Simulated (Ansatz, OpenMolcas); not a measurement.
**A small benchmark: atomisation enthalpy at 298 K**

6 molecules with halogens; the atomisation enthalpy at 298 K in kJ/mol, computed less measured. Shapes, held fixed at every level: PBE0-D4/def2-TZVP. Thermal terms are harmonic and unscaled (PBE0-D4/def2-TZVP); the spin-orbit lowering of the free atoms is taken from their spectra. Programs: Ansatz 0.2.0, OpenMolcas 26.06. Measured values: Active Thermochemical Tables, NIST-JANAF tables.

Levels: A = M06-2X/aug-cc-pVDZ; B = B3LYP-D4/def2-TZVPP; C = wB97X/aug-cc-pVDZ; D = CCSD(T)/def2-SVP.

| molecule | from tabulated heats | A | B | C | D |
| --- | --- | --- | --- | --- | --- |
| BF3 (boron trifluoride) | 1944 | -47 | -19 | -76 | -77 |
| CF4 (tetrafluoromethane) | 1968 | -21 | -30 | -37 | -93 |
| CH2ClF (chlorofluoromethane) | 1617 | -27 | -10 | -28 | -106 |
| CH2F2 (difluoromethane) | 1763 | -27 | -8 | -29 | -95 |
| SiH3Cl (chlorosilane) | 1367 | -50 | -10 | -46 | -105 |
| SiH2F2 (SMILES F[SiH2]F) | 1836 | -120 | -41 | -125 | -178 |

**Question.** Sum up the errors.

**Answer.** 
| level | kind | mean error | mean absolute error | worst case |
| --- | --- | --- | --- | --- |
| M06-2X/aug-cc-pVDZ | global hybrid | -48.7 | 48.7 | SiH2F2 |
| B3LYP-D4/def2-TZVPP | global hybrid | -19.7 | 19.7 | SiH2F2 |
| wB97X/aug-cc-pVDZ | range-separated hybrid | -56.8 | 56.8 | SiH2F2 |
| CCSD(T)/def2-SVP | coupled cluster or CI | -109.0 | 109.0 | SiH2F2 |

On this set B3LYP-D4/def2-TZVPP has the smallest mean absolute error and CCSD(T)/def2-SVP the largest. M06-2X/aug-cc-pVDZ is too low in 6 of 6; B3LYP-D4/def2-TZVPP is too low in 6 of 6; wB97X/aug-cc-pVDZ is too low in 6 of 6; CCSD(T)/def2-SVP is too low in 6 of 6. The heats of SiH3Cl (chlorosilane) come from older tables and can be uncertain by 10 kJ/mol or more. Heats of the atoms come from ATcT where it has them, that of boron, 570 kJ/mol, from recent work. The levels differ in basis as well as in method. The tabulated value of SiH2F2 is in doubt (older tables, estimates, or at odds with other calculations) and kept here. Over the 5 molecules whose values aren't doubted the mean absolute errors are A 34.4; B 15.4; C 43.2; D 95.2. Correlated wave functions converge slowly with the basis. The set is small.

Every level underbinds all the molecules, and CCSD(T) does so most strongly. This reverses its usual standing for single-reference molecules like these and points to the small basis, not to a failure of coupled cluster. Forming bonds creates new electron pairs, whose correlation needs polarisation functions of higher angular momentum than def2-SVP offers. The free atoms lose less, so the atomisation enthalpy comes out too low.

The density functionals need such functions less, mainly to let the density polarise in the bonds. B3LYP-D4, with the largest basis here, is closest to the reference except for CF4, where M06-2X does better. Its lead therefore can't be credited to the functional alone. For BF3, M06-2X and wB97X fall well below B3LYP-D4, a gap that no error in the reference can cause. Too few polarisation functions to describe fluorine lone-pair donation into the empty boron p orbital may contribute, alongside differences between the functionals themselves.
